Two spin states of one fermionic atom that collide only in the s wave form the one Fermi liquid whose collision probability is known from first principles, so its low-temperature transport coefficients can be computed to the end. I will derive the shear viscosity η, the thermal conductivity κ and the longitudinal spin diffusion coefficient D to leading order in kF a and in T/T_F. The reduction of phase space goes back to Abrikosov and Khalatnikov. The exact solution of the integral equation was found in 1968 by Brooker and Sykes and by Jensen, Smith and Wilkins.

1. Premises

The gas is homogeneous, with equal densities of two states σ = ±1, written ↑ and ↓. The total density is n = kF³/(3π²). Further p_F = ħkF, v_F = p_F/m, E_F = kT_F = p_F v_F/2, and the density of states per spin is N = m kF/(2π²ħ²), so that 2N p_F v_F = 3n. I assume four things.

(a) Unlike spins interact through a contact coupling g = 4πħ²a/m, where a is the scattering length and kF|a| ≪ 1. To leading order the quasiparticle mass is m and the energy is ε = p²/2m + g n₋σ.
(b) T ≪ T_F.
(c) Gradients are small on the scale of the mean free path, and the response is linear.
(d) Collisions are binary, with golden-rule probability W δ(ε₁+ε₂−ε₃−ε₄)/V² into given momentum-conserving plane-wave states, where

W↑↓ = (2π/ħ)(4πħ²a/m)² = 32π³ħ³a²/m², W↑↑ = W↓↓ = 0. (1)

Like spins do not scatter because their spatial wave function is antisymmetric and vanishes at contact.

Question: Near a Feshbach resonance the true potential is deep. How can the golden rule hold?

It is applied to the scattering matrix, not to the bare potential. At low energy the two-body amplitude is −a/(1 + ika), with k the relative wave number, and g is defined to reproduce its leading term. What is dropped is of higher order in kF a, and section 7 gives its size.

2. Linearised kinetic equation

Put x = (ε − μ)/kT, n⁰ = 1/(eˣ + 1) and s(x) = 1/(2cosh(x/2)), so that n⁰(1 − n⁰) = s² and −∂n⁰/∂ε = s²/kT. Write the occupation as local equilibrium plus a deviation, n⁰ + s²χ. Then χ is the change of ln[n/(1 − n)]. In equilibrium the loss product n₁n₂(1−n₃)(1−n₄) equals the gain product, and to first order their ratio becomes 1 + χ₁ + χ₂ − χ₃ − χ₄. For particle 1 in ↑, 2 in ↓, 3 in ↑ and 4 in ↓, the collision integral is

I₁ = −W↑↓ ∫ d³p₂ d³p₃/(2πħ)⁶ δ(ε₁+ε₂−ε₃−ε₄) n₁⁰n₂⁰(1−n₃⁰)(1−n₄⁰)(χ₁+χ₂−χ₃−χ₄). (2)

In a steady state I₁ equals the streaming term v·∇n − ∇ε·∇ₚn, evaluated with the local equilibrium. The mean-field shift g n₋σ cancels between the two pieces, so only gradients of the flow, of T and of the full chemical potentials appear.

Shear, with flow u_x(y): the argument is ε − p·u − μ, and the streaming term is s² p_x v_y (∂u_x/∂y)/kT.

Spin, with μσ = μ + σ b(z): the term is s² σ v_z b′/kT.

Heat, with T(z) at constant pressure: the term is s² v_z [x T′/T + μ′/kT]. Constant pressure means n dμ = −c_V dT, because the entropy density of a degenerate gas equals c_V = (π²/3)(2N)k²T = (π²/2) n k T/T_F. The second piece is therefore −(π²/2)(T/T_F) T′/T. It is even in x, and together with the energy dependence of v and of N it ensures that no net momentum is fed in. Being small and of the opposite parity, it changes κ only at relative order (T/T_F)², and I drop it.

With p and v set to their Fermi values, all three terms have the form s² X(x) A Y(p̂, σ), where p̂ is the unit vector along p:

η: X = 1, Y = p̂_x p̂_y (l = 2), A = p_F v_F (∂u_x/∂y)/kT;
κ: X = x, Y = p̂_z (l = 1), A = v_F T′/T;
D: X = 1, Y = σ p̂_z (l = 1), A = v_F b′/kT.

3. Phase space and the time τ₀

Let P = |p₁ + p₂| and let θ be the angle between p₁ and p₂. From P² = p₁² + p₂² + 2p₁p₂cosθ we have sinθ |dθ| = P dP/(p₁p₂), so d³p₂ = m dε₂ dφ₂ P dP/p₁, with φ₂ the azimuth about p₁. For p₃ use cylinder coordinates (ρ, φ, z) about the total momentum. Then p₃² = ρ² + z² and p₄² = ρ² + (P − z)², the Jacobian from (ρ², z) to (p₃², p₄²) has modulus 2P, and d³p₃ = m² dε₃ dε₄ dφ/P. The factors P cancel:

d³p₂ d³p₃ = m³ dε₂ dε₃ dε₄ dφ₂ dφ dP/p₁. (3)

This is exact. P runs from the larger of |p₁ − p₂| and |p₃ − p₄| to the smaller of p₁ + p₂ and p₃ + p₄. By premise (b) the Fermi factors hold all four energies within a few kT of μ, so P runs from 0 to 2p_F, the energy integrals extend over the whole axis, and angles and energies separate. With u = cos(θ/2) we have P = 2p_F u, so dP/p₁ = 2du, and the angular measure is uniform in u on (0, 1) and in φ on (0, 2π). Its total is 2π·2π·2 = 8π². Three energy integrals and one δ function give (kT)². The prefactor of (2) is thus a rate,

1/τ₀ = 8π² m³ W↑↓ (kT)²/(2πħ)⁶ = m³W↑↓(kT)²/(8π⁴ħ⁶) = 4m a²(kT)²/(πħ³) = (2/π)(kF a)²(kT)²/(ħE_F), (4)

where the last step uses m/ħ² = kF²/(2E_F). This fixes my convention for τ₀. Equivalently, τ₀ = (π/2)(ħ/E_F)(T_F/T)²/(kF a)².

Question: Shouldn't there be a factor 1/2 for identical final states?

Not here. Particle 3 is by definition the outgoing ↑ and particle 4 the outgoing ↓, so φ and φ + π are different final states. The 1/2 belongs to ↑↑ collisions, which (1) removes. Texts that average over spin write W = W↑↑/4 + W↑↓/2 and average W/cos(θ/2) over the sphere. The mean of 1/cos(θ/2) is 2, so that average is W↑↓ and (4) is recovered.

4. Energy integrals

One identity does the work: n⁰(y)[1 − n⁰(y − ω)] = [n⁰(y − ω) − n⁰(y)]/(e^ω − 1), verified by putting both sides over a common denominator. The bracket integrates over y to ω. The left side also equals s(y)s(y − ω)e^(−ω/2). Hence the convolution of s with itself is

G(ω) = ∫dy s(y)s(ω − y) = ω/(2sinh(ω/2)). (5)

For the χ₃ term integrate over x₂ and x₄ at fixed ω = x₃ − x₁. This gives G(ω)e^(−ω/2), while n₁⁰(1 − n₃⁰) = s(x₁)s(x₃)e^(ω/2). The kernel is s(x₁)s(x₃)G(x₁ − x₃), and the χ₄ term is the same. For the χ₂ term use 1 − n⁰(x) = n⁰(−x). The same steps give s(x₁)s(x₂)G(x₁ + x₂).

The χ₁ term needs s(x)∫G(x − y)s(y)dy, and for it I use Fourier transforms, f̃(q) = ∫f(x)e^(iqx)dx with ξ = πq. Since s(x + 2πi) = −s(x), a rectangle of height 2π encloses only the pole at x = iπ and gives (1 + e^(−2ξ)) s̃ = 2π e^(−ξ). So s̃ = π sech ξ and, by (5), G̃ = π² sech²ξ. Multiplication by x² becomes −π² d²/dξ², and (sech ξ)″ = sech ξ − 2sech³ξ. The transform of ½(π² + x²)s is therefore π³sech³ξ, which is G̃ s̃. Thus

∫G(x − y)s(y)dy = ½(π² + x²) s(x). (6)

The coefficient of s²χ₁ is the decay rate of a single added quasiparticle, 1/τ(x) = (π² + x²)/(2τ₀). At the Fermi surface the lifetime is 2τ₀/π² = 0.2026 τ₀.

5. Angular averages

Try χ = −τ₀ A Y ψ(x)/s(x). Integration over φ₂ rotates p₂, p₃ and p₄ rigidly about p₁. By the addition theorem a harmonic of rank l at p̂_i then averages to P_l(cosθ₁ᵢ) times its value at p̂₁. Define c_i = ⟨ε_i P_l(cosθ₁ᵢ)⟩, with ⟨ ⟩ the uniform average over u and φ. The sign ε_i is +1, except that ε₂ = ε₄ = −1 in the spin problem, where Y carries σ. The kernel of χ₂ depends on x₁ + x₂, so reversing x₂ turns it into G(x₁ − x₂) times the parity of ψ, which is the parity of X. Dividing out s A Y, the kinetic equation becomes

Lψ ≡ ½(π² + x²)ψ(x) − λ∫G(x − y)ψ(y)dy = s(x)X(x), (7)

with λ = c₃ + c₄ − c₂ for even X and λ = c₃ + c₄ + c₂ for odd X.

All four momenta lie on a cone of half-angle θ/2 about the total momentum, with 2 opposite 1, 4 opposite 3, and φ the azimuth of 3 counted from 1. So cosθ₁₂ = 2u² − 1, cosθ₁₃ = u² + (1 − u²)cosφ and cosθ₁₄ = u² − (1 − u²)cosφ. With ⟨u²⟩ = 1/3 and ⟨u⁴⟩ = 1/5:

⟨cosθ₁₂⟩ = −1/3, ⟨cosθ₁₃⟩ = ⟨cosθ₁₄⟩ = 1/3;
⟨cos²θ₁₂⟩ = 4/5 − 4/3 + 1 = 7/15, ⟨cos²θ₁₃⟩ = ⟨cos²θ₁₄⟩ = 1/5 + ½·(8/15) = 7/15.

Each ⟨P₂⟩ is then (3·7/15 − 1)/2 = 1/5. Therefore

λ_η = 1/5 + 1/5 − 1/5 = 1/5,
λ_κ = 1/3 + 1/3 − 1/3 = 1/3, (8)
λ_D = 1/3 − 1/3 − 1/3 = −1/3.

Question: Is there a test of these signs?

The conservation laws supply two. For l = 1, even X and no spin sign, λ = 1/3 + 1/3 + 1/3 = 1. By (6), ψ = s then has Lψ = 0, which is a uniform drift that collisions cannot relax. For l = 0 and odd X, λ = 3, and ψ = xs must be a zero mode, a change of temperature. Section 6 confirms it. The negative λ_D says that the scattering-in terms oppose a spin current, because the ↓ atoms drift against the ↑ atoms.

The currents follow from δn = s²χ = −τ₀ A Y sψ and the rule Σ = N kT ∫dx ∫dΩ/4π for each spin. Define

τ_η, τ_D = τ₀∫sψ dx, τ_κ = τ₀(3/π²)∫x sψ dx. (9)

Since ∫s²dx = 1 and ∫x²s²dx = π²/3, these reduce to τ if the collision integral is replaced by −δn/τ. The stress Σ p_x v_y δn = −η ∂u_x/∂y contains the angular mean of p̂_x²p̂_y², which is 1/15. The heat current Σ (ε − μ)v_z δn = −κT′ and the spin current Σ σ v_z δn = −(2N/3)v_F²τ_D b′ contain the mean of p̂_z², which is 1/3. To express b through M = n↑ − n↓, vary μσ = E_F(nσ) + g n₋σ, which gives 2b = (1 − gN)M/N. With the spin current written as −D M′,

η = n p_F v_F τ_η/5, κ = c_V v_F² τ_κ/3, D = (1 + F₀ᵃ) v_F² τ_D/3, (10)

where F₀ᵃ = −gN = −2kF a/π. At leading order 1 + F₀ᵃ is replaced by 1.

6. Exact solution

Transform (7). For even X put ψ̃ = (2/π)w(ξ). For odd X the source transforms to iπ² sech ξ tanh ξ, and I put ψ̃ = 2i w(ξ). Then

w − w″ − 2λ sech²ξ w = sech ξ (even), or sech ξ tanh ξ (odd). (11)

Parseval's theorem, ∫fψ dx = (1/2π²)∫f̃*ψ̃ dξ, gives ∫sψ dx = (1/π²)∫sech ξ w dξ and ∫x sψ dx = ∫sech ξ tanh ξ w dξ.

With t = tanh ξ and d/dξ = (1 − t²)d/dt, the equation φ − φ″ = ν(ν+1) sech²ξ φ becomes the associated Legendre equation of order 1. Its regular solutions are φ_ν = √(1 − t²) P_ν′(t) with ν = 1, 2, 3 and so on. They are complete on −1 < t < 1, even in ξ for odd ν and odd for even ν. Because sech²ξ dξ = dt, they are orthogonal with that weight, and the norm is 2ν(ν+1)/(2ν+1). The homogeneous form of (11) is solved at λ = ν(ν+1)/2. The cases ν = 1 and 2 give λ = 1 with φ = sech ξ and λ = 3 with φ ∝ sech ξ tanh ξ, the two zero modes promised.

Expand w = Σ a_ν φ_ν and project (11) on φ_ν. The left side is a_ν[ν(ν+1) − 2λ] times the norm. The right side is ∫P_ν′dt = 2 for the even source and odd ν, and ∫t P_ν′dt = 2 for the odd source and even ν, the latter by parts. The same projections enter the currents, so

τ_η/τ₀ = (2/π²)S_odd(λ_η), τ_D/τ₀ = (2/π²)S_odd(λ_D), τ_κ/τ₀ = (6/π²)S_even(λ_κ), (12)

S(λ) = Σ (2ν+1)/{ν(ν+1)[ν(ν+1) − 2λ]},

with ν = 1, 3, 5, … for S_odd and ν = 2, 4, 6, … for S_even. At λ = 0 each term is 1/ν² − 1/(ν+1)², so S_odd(0) = π²/12 and S_even(0) = 1 − π²/12.

To close the sums, set δ = √(1 + 8λ)/4, so that ν(ν+1) − 2λ = (ν + ½ − 2δ)(ν + ½ + 2δ). Each term equals (1/2λ)[1/(ν + ½ − 2δ) + 1/(ν + ½ + 2δ) − 1/ν − 1/(ν+1)]. Put ν = 2j + 1 or 2j + 2 and use Σ_j [1/(j + α) − 1/(j + β)] = Ψ(β) − Ψ(α), summed from j = 0, with Ψ the digamma function:

S_odd = [Ψ(½) + Ψ(1) − Ψ(¾ − δ) − Ψ(¾ + δ)]/(4λ),
S_even = [Ψ(1) + Ψ(3/2) − Ψ(5/4 − δ) − Ψ(5/4 + δ)]/(4λ). (13)

Here Ψ(½) + Ψ(1) = −2γ − 2ln2 and Ψ(1) + Ψ(3/2) = 2 − 2γ − 2ln2, with γ Euler's constant. The values of δ are δ_η = √(13/5)/4 = 0.4031, δ_κ = √(11/3)/4 = 0.4787 and δ_D = i√(5/3)/4 = 0.3227 i. In the last case the two digamma functions are complex conjugates and the sum is real. The numbers are

η: S = 1.0119, τ_η/τ₀ = 0.2050;
κ: S = 0.1958, τ_κ/τ₀ = 0.1191;
D: S = 0.6321, τ_D/τ₀ = 0.1281.

Insert τ₀ in (10), using p_F v_F = 2E_F and v_F² = 2E_F/m. The prefactors of τ/τ₀ are π/5 for η, π³/6 for κ and π/3 for D, which gives C_η = 2S/(5π), C_κ = πS and C_D = 2S/(3π) in

η = C_η ħn (kF a)⁻² (T_F/T)²,
κ = C_κ (nkħ/m)(kF a)⁻² (T_F/T), (14)
D = C_D (ħ/m)(kF a)⁻² (T_F/T)²,

C_η = −(1/2π)[2γ + 2ln2 + Ψ(¾ − δ_η) + Ψ(¾ + δ_η)] = 0.1288,
C_κ = (3π/4)[2 − 2γ − 2ln2 − Ψ(5/4 − δ_κ) − Ψ(5/4 + δ_κ)] = 0.6152,
C_D = (1/π)[γ + ln2 + Re Ψ(¾ + δ_D)] = 0.1341.

The four figures belong to the limiting law, not to a gas at finite kF a and T.

Question: Why does κ carry only one power of T_F/T?

All three times go as T⁻², but κ also contains c_V, which is linear in T. The quantity that scales like the other two is κ/c_V = 0.1247 (ħ/m)(kF a)⁻²(T_F/T)². In that unit η/(mn), κ/c_V and D are 0.1288, 0.1247 and 0.1341, within 8 per cent of one another.

Question: How much does the exact solution gain over a one-term variational estimate?

L is symmetric, and it is positive for λ < 1 on even functions and for λ < 3 on odd ones. The Cauchy–Schwarz inequality then gives ∫sXψ ≥ (∫sXf)²/∫f Lf for any trial f of the right parity. Take f = sX. The zero modes give Ls = (1 − λ)·½(π² + x²)s and L(xs) = (1 − λ/3)·½(π² + x²)xs. With ∫x⁴s²dx = 7π⁴/15, the bounds on τ/τ₀ are 3/[2π²(1 − λ)] for even X and 5/[6π²(1 − λ/3)] for odd X. They evaluate to 0.1900 for η, 0.0950 for κ and 0.1140 for D. The exact values lie 8, 25 and 12 per cent higher. The estimate is poorest for heat.

7. Range of validity

Interaction. The natural expansion parameter is gN = 2kF a/π, which is 0.13 at kF a = 0.2. The factor 1 + F₀ᵃ lowers D by that fraction. It is not the only term of its order. In second order the ↑↓ amplitude acquires a pair bubble and a spin-flip particle–hole bubble, each gN times a function of the angles that is of order one, with an integrable logarithm for head-on pairs. Each changes W↑↓ by a fraction of order 2gN = 0.25, and the λ's shift as well. I have not computed the net effect or its sign, so keeping 1 + F₀ᵃ alone shows a size and is no consistent improvement. Smaller terms are the induced W↑↑, of relative order (gN)² = 0.016, the factor 1/(1 + k²a²) of the vacuum cross-section, which differs from 1 by at most (kF a)² = 0.04 since k ≤ kF, and Galitskii's mass correction m*/m − 1 = (8/15π²)(7ln2 − 1)(kF a)² = 0.008.

Temperature. The lower limit of P in (3) is an energy difference divided by v_F, not zero. Relative to 2p_F it removes the fraction |Δε|/(4E_F) of the collisions, the head-on ones. For |Δε| ≈ πkT this is πT/(4T_F), which is 0.08 at T = 0.1 T_F, and it lengthens the times. The variation of the upper limit and of 1/p₁ is odd in the energies, mixes the two parities and enters at second order. On the cold side the gas must stay normal. For a < 0 it pairs in the s wave, and (14) holds only above that transition.

Gradients. Wavelengths must exceed about 2π v_Fτ. D is the longitudinal coefficient at small polarisation. Transverse spin currents precess in the mean field, the Leggett–Rice effect, and need a separate treatment.

8. Illustration: ⁶Li at kF a = 0.2

Take ⁶Li in its two lowest hyperfine states, at a magnetic field below the broad Feshbach resonance (approximately 830 G) and above the zero crossing of a (approximately 530 G), where a > 0. As inputs I take m = 6.015 u, a typical kF = 0.005 nm⁻¹ and T = 0.1 T_F. Then a = 40 nm, n = 4.22×10⁻⁹ nm⁻³, E_F = 8.69×10⁻¹¹ eV, T_F = 1.01 μK, T = 0.101 μK, ħ/E_F = 7.58 μs, v_F = 52.8 nm/μs and ħ/m = 1.06×10⁴ nm²/μs. The factor (kF a)⁻²(T_F/T)² is 2500.

The model gives τ₀ = 30 ms, a lifetime at the Fermi surface of 6.0 ms, and τ_η = 6.1 ms, τ_κ = 3.5 ms, τ_D = 3.8 ms. From (14),

η = 3.2×10² ħn = 9×10⁻²² eV s nm⁻³ (1.4×10⁻¹³ Pa s),
κ = 1.5×10² nkħ/m = 0.59 eV/(nm s K),
D = 3.4×10² ħ/m = 3.5×10¹² nm²/s.

With 1 + F₀ᵃ = 0.87 alone, D would be 2.9×10² ħ/m. These are the model's numbers for assumed inputs. By section 7 the higher-order terms may change them by about a quarter, so even the second figure is soft. They also presume a gas that stays at T = 0.1 T_F, and the next question shows that this one does not.

Question: With a > 0 there is a bound molecule. Is this gas stable, and is the interaction really of contact type?

The range is no obstacle. With an approximate effective range r_e of 5 nm, the correction to the amplitude is at most a r_e kF²/2 = 0.0025. Stability is the obstacle. The dimer is bound by about ħ²/(ma²) = 50 E_F = 4.3×10⁻⁹ eV, and the atomic gas decays into it by three-body collisions. Two of the three atoms are identical fermions, which suppresses the rate to about 100 (na³)² E_F/ħ, the prefactor being an approximate order of magnitude. Here na³ = 2.7×10⁻⁴, so the rate is 7×10⁻⁶ E_F/ħ and the atom number decays in about 1 s. That is long against τ_D, but the test that matters is heating. Each event releases the 50 E_F, of which the atom carries 33 E_F and the dimer 17 E_F. These products are far above the Fermi surface and are not Pauli-blocked. For the fast atom k²a² = 1/3, and its mean free path 1/[(n/2)·4πa²/(1 + k²a²)] is 3×10⁴ nm, so a large sample keeps the energy. Each event binds two atoms, which makes 0.5 events and 24 E_F of heat per atom per second. The thermal energy is only (π²/4)(T/T_F)² E_F = 0.025 E_F per atom, and it doubles in about 1 ms. This is shorter than τ_D. A hydrodynamic mode has q < 1/(v_Fτ_D) and lasts 1/(q²D) > 3τ_D = 11 ms, so even a prefactor ten times smaller would not rescue it. At kF a = +0.2 the gas does not stay at T = 0.1 T_F over a transport time, and (14) does not describe a quasi-stationary ⁶Li sample at these parameters. The heat released during τ_D, relative to the thermal energy, is about 4 here and scales as (kF a)²(T_F/T)⁴. At kF a = 0.02 it is 0.04. For a < 0 there is no shallow dimer and this source of heat is absent, while (14) depends only on a².

Question: Could one then see this diffusion in a trap?

Hardly at these parameters, even apart from the heating. The mean free paths v_Fτ are 3.2×10⁵ nm for η, 1.9×10⁵ nm for κ and 2.0×10⁵ nm for D, and 2πv_Fτ_D = 1.3×10⁶ nm. A typical cloud measures about 10⁵ nm. It is smaller than the mean free path and therefore nearly ballistic, so premise (c) fails and a damping rate read as q²D would overstate the damping. What survives in such a cloud is the collision operator (7) with its millisecond time scale, which sets how fast a relative motion of the two spin states dies away at the temperature the cloud has at that moment. Premise (c) would need a volume several millimetres across, and such a volume retains the recombination heat. Lowering kF a to 0.02 tames the heating but stretches v_Fτ_D to 2×10⁷ nm. At fixed kF a and T/T_F the mean free path is a fixed multiple of 1/kF, here kF v_Fτ_D = 1.0×10³, so a hydrodynamic sample must span thousands of Fermi wavelengths divided by 2π, whatever its density.